A process engineer who plans to grow NaCdBr₃ on a substrate that stretches it in the plane has a choice to make. The shift of the band gap can be computed with a simple functional such as PBE, or each strained cell can be calculated again with the hybrid functional HSE06. Distrust of PBE seems natural, because it puts the unstrained gap at 0.85 eV where HSE06 finds 1.98 eV. For the shift, however, the two functionals are far closer together than for the gap.

Cubic perovskite NaCdBr3 (a = 5.464 Å) under equal strain along x and y, computed with Ansatz 0.2.0 (plane-wave PAW DFT, no spin polarisation; k mesh 4×4×4 for HSE06, 6×6×6 for PBE and r2SCAN). All functionals use cells relaxed with r2SCAN, with the length along z free. Changes and energy rises are relative to the unstrained cell in the same functional.

```tsv
functional	strain (%)	band gap (eV)	band gap change (eV)	least direct gap change (eV)	energy rise per atom (meV)
HSE06	4	1.818	-0.159	-0.227	13.6
HSE06	5	1.793	-0.184	-0.278	21.2
PBE	4	0.714	-0.133	-0.202	7.4
PBE	5	0.695	-0.153	-0.247	13.5
r2SCAN	4	1.359	-0.146	-0.218	16.6
r2SCAN	5	1.336	-0.170	-0.268	25.1
```

The two rows to follow are PBE and HSE06 at 5 % strain. The band gap change is the strained gap less the unstrained gap of the same functional, and it is −0.153 eV in PBE and −0.184 eV in HSE06. The functionals thus disagree by more than 1 eV about the gap but by only 0.031 eV about its change. Most of the disagreement is present before the crystal is stretched and still there afterwards, so it drops out of the difference.

To see why, it helps to ask which levels bound the gap. In this ionic crystal cadmium has given up its outer s electrons, and the bromine p shell is full. The lowest empty level is therefore mostly cadmium s with some bromine s, and the highest filled levels are mostly bromine p. This assignment rests on chemistry, and the computed levels agree with it: at the point Γ, where the electron wave has the same phase in every cell, a single empty level lies above a threefold filled one. Lifting an electron across the gap moves it, roughly speaking, from bromine to cadmium.

The spacing of such levels depends on the electric potential at the two kinds of site. A bromide ion has positive neighbours, which bind its electrons more firmly. A cadmium ion has negative neighbours, which push up the energy of any electron placed on it. Both effects, summed over the crystal in the Madelung potential, weaken when the ions move apart, so the empty level comes down towards the filled ones. The antibonding overlap between cadmium s and bromine s weakens too, and that lowers the empty level further.

Tension in the plane does move the ions apart on average, although the film becomes thinner. At 5 % strain the cell contracts by about 2.7 % along the normal, and its volume still grows by about 7 %. The mean length rises by about $(2\times5-2.7)/3\approx2.4$ %. This net expansion pulls the gap in the direction seen in the table: the crystal is loosened, and the gap closes. The change of shape should help, because it splits filled levels that had equal energy in the cube and lifts one of them above their average. The table does not separate the two contributions.

The size can be judged roughly. With full ionic charges, the potentials at the cadmium and bromine sites differ by something like 25 eV, a rough recalled value. If this difference falls by 2.4 %, the levels approach each other by about 0.6 eV. The calculated closing at Γ is a few tenths of an electronvolt, as the least direct gap change shows. The estimate has the right sign and order of magnitude, and more cannot be asked of it. It overstates the electrostatic part, because the real charges are smaller than the formal ones, and it leaves out the overlap and the splitting of the filled levels.

The same picture suggests why the functional matters so little for the shift. PBE places filled bromine p levels too close to empty cadmium s levels, a well-known weakness of such functionals, and the exact exchange in HSE06 corrects much of it. How large that correction is depends mainly on which orbitals are involved. A stretch of a few per cent leaves the orbitals nearly as they were, so the correction stays nearly the same. The change of the electric potential, in turn, comes from the positions and charges of the ions, which all three functionals describe in much the same way.

This gives a simple rule: take the unstrained gap from the better functional and add the change from the simpler one. For HSE06 at 5 % strain the rule gives $1.977-0.153=1.824$ eV. The calculated gap is 1.793 eV, so the rule comes out 0.031 eV too high. That is less than 2 % of the gap, but 17 % of the change itself. This miss is simply the difference between the two gap changes again, and no separate test of the rule.

It matters that electronvolts are carried over and not percentages. PBE loses 18 % of its gap at this strain, and the same share of the HSE06 gap would be 0.357 eV, nearly twice the calculated closing. A percentage would make sense if the functional stretched the whole level scheme like a rubber band. The numbers fit an offset between two groups of levels much better. A small PBE gap therefore makes the effect of strain look more dramatic than it is.

The offset is not perfectly constant. At both strains PBE closes the gap least, r2SCAN more and HSE06 most, so a change taken from PBE is always somewhat too weak here. A change taken from r2SCAN comes closer to HSE06, with a miss of $0.184-0.170=0.014$ eV at 5 % strain. Steps this small may owe something to the different meshes and cutoffs used for the functionals, and their order is best taken as an observation. For an engineer who can accept a departure from HSE06 of a few hundredths of an electronvolt, one unstrained HSE06 calculation and an r2SCAN change will do for this cell at these strains.

So far the argument has dealt with levels at Γ, but the smallest gap is indirect. The highest filled level lies at R, where the wave changes sign from each cell to the next along all three axes. At R the top pair of bromine p levels can mix with the filled cadmium d levels, which push it up; at Γ symmetry forbids this mixing. The unstrained HSE06 levels show the other side of the same repulsion: a pair of cadmium d levels lies about 0.7 eV lower at R than at Γ, although part of that difference arises at Γ, where bromine s levels push the pair up. Nor is the push from the d levels the whole reason why the filled top lies at R. A threefold bromine level at R lies only about 0.13 eV below the top and still well above the filled bromine levels at Γ, although its symmetry keeps it from mixing with the d levels at all. Overlap between neighbouring bromide ions probably raises both this level and the top pair.

The two gap columns differ because the filled tops at R and at Γ respond differently to the strain. In HSE06 at 5 % strain the least direct gap shrinks by 0.278 eV, and the indirect gap by only 0.184 eV. The difference, 0.094 eV, is the amount by which the filled top at R has sunk relative to the filled top at Γ. As the empty level comes down, the filled level at R retreats before it, and the indirect gap closes more slowly than the direct one.

The comparison also shows where the functionals disagree. Their direct gap changes at 5 % strain spread over 31 meV, whereas the sinking of the top at R spreads over only 4 meV. Almost all of the disagreement therefore lies in the spacing between cadmium and bromine levels at Γ, and hardly any in the shape of the filled band. This is what the offset picture leads one to expect, since both ends of the filled band are made mainly of bromine p orbitals and share nearly the same error.

The retreat at R also accounts for most of an irregularity in the dependence on strain. In HSE06 the gap closes by about 40 meV for each per cent on average up to 4 %, but by only 25 meV in the fifth per cent. The direct gap slows down a little as well, yet the larger part of the slowing comes from the filled top at R, which sinks faster in the last step. The same holds for PBE and r2SCAN.

Why it sinks against Γ at all, and faster towards the end, is less certain. Stretching the bonds in the plane weakens the push from the cadmium d levels, but the shortened bonds along the normal strengthen it, so this push does not settle the matter. The nearest bromide ions, however, all move apart, and the weaker overlap between them probably lets the top at R sink. The splitting of the levels may also play a part. Once the cube is distorted, the threefold top at Γ splits, and its highest branch rises above the average in proportion to the strain. The twofold top at R splits too, but need not do so by the same amount. In addition, a second threefold bromine level sits only about 0.24 eV below the top at Γ in the unstrained HSE06 crystal. The two may mix and repel each other, which would hold up the top at Γ by a further amount that at first grows with the square of the strain. The top at R would then appear to sink ever faster against it. This is a guess, to be tested by following the character of each level through the distortion.

For practical use the slowing matters about as much as the choice between r2SCAN and HSE06. Scaling the HSE06 change at 4 % up to 5 % along a straight line gives $-0.159\times5/4=-0.199$ eV. The calculated change is −0.184 eV, so the straight line closes the gap too far by 15 meV. It is safer to calculate the change at the strain that the substrate will impose.

The energy column holds a trap of a different kind. At 5 % strain PBE gives an energy rise of 13.5 meV per atom, little more than half the r2SCAN value of 25.1 meV. Read at face value, this would make the crystal much softer in PBE. But all functionals start from the cell relaxed with r2SCAN, and PBE would prefer a larger one. Its unstrained cell is under a pressure of about 0.8 GPa, so the first part of the stretch relieves a compression and costs less energy.

This contribution can be taken out. To first order it equals the pressure times the volume per atom times the relative growth in volume, here $2\times0.05-0.027=0.073$. For PBE this comes to 11.9 meV per atom, and adding it back gives $13.5+11.9=25.4$ meV, next to the r2SCAN value. HSE06 also comes close to the others after the same step, although its stress is only loosely converged. The low PBE energy is thus mainly a matter of the starting point and not of stiffness.

The common starting cell is also what makes the comparison of the gap changes clean, since all functionals see the same atoms in the same places. Someone who relaxes the cell anew with PBE changes the geometry together with the functional, and the errors quoted here no longer apply as they stand.

A real film may differ from this cell in one more way. The cell is a built prototype, and its stability was not tested. The calculation keeps the CdBr₆ octahedra upright, whereas an ion as small as sodium usually favours tilted ones. Tilting bends the Cd–Br–Cd links and gives the crystal another way to take up the strain, so both the gap and its shift could change. Before the shift is used for a film, it is worth finding out whether the octahedra tilt, because that may matter more than the choice of functional.
